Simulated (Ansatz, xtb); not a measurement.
# C2NP: which of two isomers lies lower

Structure X: `[C-]#[N+]C#P`, a singlet. Structure Y: `N#CC#P`, a singlet. Both are isolated molecules in the gas phase, relaxed with B3LYP-D3(BJ)/def2-SVP.

Quicker runs give these differences E(Y) − E(X): GFN2-xTB −81.3 kJ/mol; HF/STO-3G −106.4 kJ/mol (at GFN2-xTB geometries); r2SCAN-D4/def2-SVP −91.7 kJ/mol (at GFN2-xTB geometries).

Task: Estimate E(Y) − E(X) at the level CCSD(T)/def2-TZVPP.

Result: Calculated at CCSD(T)/def2-TZVPP: E(Y) − E(X) = −102.7 kJ/mol, so structure Y lies lower.

How the difference moves with the method:

```csv
level,geometry,E(Y) − E(X) (kJ/mol),departure from the last row (kJ/mol),"job, with rough time for the two"
GFN2-xTB,GFN2-xTB,−81.3,+21.5,"optimisation, 0.66 s"
HF/STO-3G,GFN2-xTB,−106.4,−3.6,"single point, 1 s"
r2SCAN-D4/def2-SVP,GFN2-xTB,−91.7,+11.1,"single point, 5.2 s"
B3LYP-D3(BJ)/def2-SVP,B3LYP-D3(BJ)/def2-SVP,−88.3,+14.4,"optimisation, 27 s"
HF/def2-TZVPP,B3LYP-D3(BJ)/def2-SVP,−75.2,+27.5,part of the CCSD(T) run
MP2/def2-TZVPP,B3LYP-D3(BJ)/def2-SVP,−120.6,−17.8,part of the CCSD(T) run
CCSD(T)/def2-TZVPP,B3LYP-D3(BJ)/def2-SVP,−102.7,,"single point, 48 s"
```

As drawn, Y has 1 C–C in place of 1 C–N.

None of the levels shown reverses the order. The largest departure from CCSD(T)/def2-TZVPP is that of HF/def2-TZVPP, 27.5 kJ/mol.

With harmonic frequencies from B3LYP-D3(BJ)/def2-SVP (ideal gas, rigid rotor, one conformer each, 298.15 K, 1 atm): on the last row, ΔE + ΔZPE = −101.2, ΔH = −101.5, ΔG = −101.3 kJ/mol.

The correlated steps freeze 8 core orbitals. Codes used: Ansatz 0.2.0, xtb 6.7.1; the last row on 1 thread of AMD EPYC (Zen 3) on a shared host.

Cyanophosphaethyne, the nitrile Y, lies well below its isocyanide isomer X at every level. Both keep the C≡P unit and a CN group, so the gap mainly reflects which end of that group is attached. In the nitrile, carbon forms four bonds and the lone pair sits on the more electronegative nitrogen; in the isocyanide, the terminal carbon carries the lone pair and the dominant Lewis structure is charge-separated. Conjugation between the two triple bonds is possible in both isomers and probably only modulates this preference.

Electron correlation favours Y further, but MP2 overshoots the effect, which suggests that low-order perturbation theory exaggerates the differential correlation of the two π systems. The close agreement of HF/STO-3G with CCSD(T) is probably fortuitous, since Hartree–Fock in the much larger basis gives only −75.2 kJ/mol. Vibrational and thermal terms nearly cancel, so the electronic preference carries over to the free energy. The energy difference does not settle whether X could persist, which depends on the isomerisation barrier.
